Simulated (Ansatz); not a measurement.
Ligand exchange: H2 + Ge(SH)4 → H2S + GeH(SH)3

Species: H2 (hydrogen), singlet; Ge(SH)4, singlet; H2S (hydrogen sulfide) `S`, singlet; GeH(SH)3, singlet. The partners trade H for SH: H–H and Ge–SH bonds give way to H–SH and Ge–H.

Shapes, held fixed at every level: PBE0-D4/def2-TZVP. Flexible molecules stand in one conformer, not always the lowest. Programs: Ansatz 0.2.0. The zero-point and thermal change to 298 K, harmonic and unscaled (PBE0-D4/def2-TZVP), is +4.8 kJ/mol.

```
                level                   kind  ΔH(298 K) (kJ/mol)  less CCSD(T)/def2-TZVPP
     SPW92/def2-TZVPP                    LDA               +38.0                     -0.1
 r2SCAN-D4/def2-TZVPP               meta-GGA               +44.7                     +6.6
  BHLYP-D4/def2-TZVPP          global hybrid               +38.8                     +0.7
r2SCAN0-D4/def2-TZVPP          global hybrid               +41.2                     +3.1
       MP2/def2-TZVPP    perturbation theory               +50.7                    +12.6
     CCSD(T)/def2-SVP  coupled cluster or CI               +27.0                    -11.1
        CCSD/def2-SVP  coupled cluster or CI               +22.2                    -15.9
   CCSD(T)/def2-TZVPP  coupled cluster or CI               +38.1                      0.0
```

The highest level, CCSD(T)/def2-TZVPP, gives ΔH(298 K) = +38.1 kJ/mol; the levels span +22.2 to +50.7. The column of differences is taken from that level and isn't an error. No measured value is set beside it here. Relativity is left out for Ge unless named. Correlated rows may include outer-core shells of Ge, which these sets cover unevenly.

Replacing one SH group on germanium by hydrogen is endothermic at every level, so the sign is secure among these methods while the size is not. The exchange gives up the strong, compact H–H bond and a polar Ge–S bond for S–H and Ge–H bonds. Germanium and hydrogen differ little in electronegativity, so the new Ge–H bond gains little ionic stabilisation. Donation from sulfur lone pairs into neighbouring Ge–S antibonding orbitals probably favours the tetrathiolate further, since one such partner is lost.

Within CCSD(T), going from def2-SVP to def2-TZVPP raises the enthalpy by more than adding triples does in the smaller basis, probably because correlation around the Ge–S bonds needs the more flexible set. The highest level therefore can't be taken as converged with basis, and the near coincidence of SPW92 and BHLYP-D4 with it is no proof of their accuracy. A positive reaction enthalpy also leaves open how fast hydrogen would cleave the Ge–S bond, which depends on a barrier not computed here.
